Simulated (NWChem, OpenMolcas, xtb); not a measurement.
**How methods differ on SnH4S (SMILES [SH][SnH3])**

SnH4S has 6 atoms, charge 0, and is taken as a singlet. SMILES: `[SH][SnH3]`. The shape is that of a PBE0-D4/def2-TZVP optimisation.

Quantity: the dipole moment, in D. The values are calculated.

```
                            level            kind     program  value (D)   CPU time
                         GFN2-xTB  semi-empirical         xtb       2.12  under 2 s
                         GFN0-xTB  semi-empirical         xtb       1.47  under 2 s
                         GFN1-xTB  semi-empirical         xtb       1.66  under 2 s
             HF/ANO-RCC-MB (DKH2)    Hartree–Fock  OpenMolcas       2.17      3.8 s
                        HF/STO-3G    Hartree–Fock  OpenMolcas       1.42      2.5 s
                         HF/3-21G    Hartree–Fock  OpenMolcas       2.83      2.9 s
     HF/def2-SVP (core potential)    Hartree–Fock      NWChem       1.80      7.3 s
  SVWN5/def2-SVP (core potential)             LDA      NWChem       1.48        7 s
 SVWN5/def2-TZVP (core potential)             LDA      NWChem       1.49       27 s
SVWN5/def2-TZVPD (core potential)             LDA      NWChem       1.47       44 s
```

All-electron rows without a relativistic Hamiltonian named are non-relativistic, while core potentials hold scalar relativity, so basis and relativity change together. The values span 1.42 to 2.83 D. Sets without polarisation functions give poor dipoles. Without the sets that lack polarisation functions the rows with a basis span only 1.47 to 1.80 D. CPU times are rough (shared hosts, several kinds of processor): they show what a rung costs within a factor of a few.

The dipole reflects polar Sn–S bonding: tin is the more electropositive partner, and sulfur carries the lone pairs. The hydridic hydrogens on tin partly oppose the Sn–S contribution, so modest shifts of charge can change the net moment noticeably.

The cleanest comparison is in def2-SVP with the core potential, where Hartree–Fock gives 1.80 D and LDA 1.48 D, probably because Hartree–Fock, lacking correlation, overstates the charge separation. Within LDA, neither the larger valence basis nor the added diffuse functions matter much, as expected for the permanent dipole of a compact neutral molecule. This steadiness shows basis convergence, not accuracy of the functional.

The closeness of HF/STO-3G to the LDA values is probably a cancellation of errors. The tight-binding models do not improve steadily towards one value either: GFN0-xTB matches LDA, GFN1-xTB lies between LDA and Hartree–Fock in def2-SVP, and GFN2-xTB lies above both. Without a correlated wavefunction or measured reference, the table cannot decide which polarity is right.
